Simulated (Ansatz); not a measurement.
**Appearance energy of a fragment ion: C5H12ClIn → [C3H7]+ + C2H5ClIn + e⁻**

Species: C5H12ClIn `C[CH2][In]([Cl])[CH](C)C`, singlet; [C3H7]+ `C[CH+]C`, singlet; C2H5ClIn `C[CH2][In][Cl]`, doublet. 

Shapes, held fixed at every level: PBE0-D4/def2-TZVP. Flexible molecules stand in one conformer, not always the lowest. Programs: Ansatz 0.2.0. Electronic energies: no zero-point or thermal term.

Q: Estimate ΔE of this reaction.

A: The highest level, CCSD(T)/def2-TZVPP, gives ΔE = +9.86 eV; the levels span +8.05 to +9.86. The column of differences is taken from that level and isn't an error. No measured value is set beside it here. Spin contamination: C2H5ClIn (⟨S²⟩ up to 0.80). Open shells run unrestricted unless RO is named. For atoms past krypton def2 sets carry core potentials with scalar relativity. Correlated rows may include outer-core shells of In, which these sets cover unevenly. The onset seen in experiment also holds zero-point changes and kinetic shifts.

```json
{"level": "HF/def2-TZVPP", "kind": "Hartree–Fock", "ΔE (eV)": "+8.05", "less CCSD(T)/def2-TZVPP": "-1.81"}
{"level": "PBE-D4/def2-TZVPP", "kind": "GGA", "ΔE (eV)": "+9.43", "less CCSD(T)/def2-TZVPP": "-0.43"}
{"level": "r2SCAN-D4/def2-TZVPP", "kind": "meta-GGA", "ΔE (eV)": "+9.43", "less CCSD(T)/def2-TZVPP": "-0.43"}
{"level": "B3LYP-D4/def2-TZVPP", "kind": "global hybrid", "ΔE (eV)": "+9.43", "less CCSD(T)/def2-TZVPP": "-0.43"}
{"level": "wB97X-V/def2-TZVPP", "kind": "range-separated hybrid", "ΔE (eV)": "+9.74", "less CCSD(T)/def2-TZVPP": "-0.12"}
{"level": "B2PLYP/def2-TZVPP", "kind": "double hybrid", "ΔE (eV)": "+9.45", "less CCSD(T)/def2-TZVPP": "-0.41"}
{"level": "CCSD/def2-TZVPP", "kind": "coupled cluster or CI", "ΔE (eV)": "+9.73", "less CCSD(T)/def2-TZVPP": "-0.13"}
{"level": "CCSD(T)/def2-TZVPP", "kind": "coupled cluster or CI", "ΔE (eV)": "+9.86", "less CCSD(T)/def2-TZVPP": "0.00"}
```

Forming the propyl cation costs +9.86 eV at the highest level, and Hartree–Fock falls short of this by far more than any other method. The process amounts to homolysis of the In–C bond followed by ionization of the isopropyl radical. Both steps lose electron-pair correlation: the bonding pair is separated, then one of its electrons is removed altogether. Mean-field theory misses this stabilization of the intact molecule and so makes dissociative ionization too easy. Hyperconjugation from the two methyl groups into the empty carbon p orbital moderates the cost, while the indium fragment keeps the other electron as a formally In(II) radical.

CCSD recovers most of the missing correlation, and triples raise the energy further. PBE, r2SCAN and B3LYP agree at +9.43 eV, yet all lie below the coupled-cluster value, so their agreement is no sign of accuracy and probably reflects compensating errors in the bond and ionization energies. The energy of this channel alone doesn't establish whether the charge would preferentially stay on the propyl or the indium fragment.
